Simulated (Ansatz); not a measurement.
# The HOMO–LUMO gap down a group: Si to Sn

One atom is swapped for its congeners: Si(OH)Cl; Ge(OH)Cl; Sn(OH)Cl. All are singlets with charge 0.

Shapes, held fixed at every level: PBE0-D4/def2-TZVP. Flexible molecules stand in one conformer, not always the lowest. Programs: Ansatz 0.2.0. Values in eV.

Question: How should the HOMO–LUMO gap change along the series?

Answer: At wB97X-V/def2-TZVPP the HOMO–LUMO gap isn't monotonic: it is largest for Ge and smallest for Sn (10.05 and 9.19 eV). Every level shows the same order. For atoms past krypton def2 sets carry core potentials with scalar relativity. Relativity is left out for Ge unless named. Orbital gaps aren't excitation energies, and the LUMO depends on the basis.

| level | Si(OH)Cl | Ge(OH)Cl | Sn(OH)Cl |
| --- | --- | --- | --- |
| B3LYP-D4/def2-TZVPP | 5.25 | 5.33 | 4.70 |
| BHLYP-D4/def2-TZVPP | 7.53 | 7.58 | 6.81 |
| PBE0-D4/def2-TZVPP | 5.61 | 5.73 | 5.11 |
| r2SCAN0-D4/def2-TZVPP | 5.80 | 5.95 | 5.35 |
| wB97M-V/def2-TZVPP | 9.75 | 9.86 | 8.97 |
| wB97X-V/def2-TZVPP | 9.99 | 10.05 | 9.19 |

The gap changes little from Si to Ge, with a slight rise, and then falls clearly at Sn. The functionals disagree far more about its absolute size than about this order, probably because they carry different amounts of exact exchange at short and long range.

In these divalent molecules the HOMO is expected to be mainly the lone pair on the central atom, rich in valence s character, and the LUMO its formally empty p orbital, pushed up by π donation from oxygen and chlorine. The filled 3d shell of Ge screens the nuclear charge poorly, so its 4s electrons are held unusually tightly. This probably offsets the narrowing expected from a larger atom. At Sn the valence orbitals are more diffuse and π overlap with the small oxygen and the chlorine is weaker, which suggests a less destabilised acceptor orbital and hence a smaller gap. Gaps alone can't show how much of each change comes from the HOMO and how much from the LUMO.
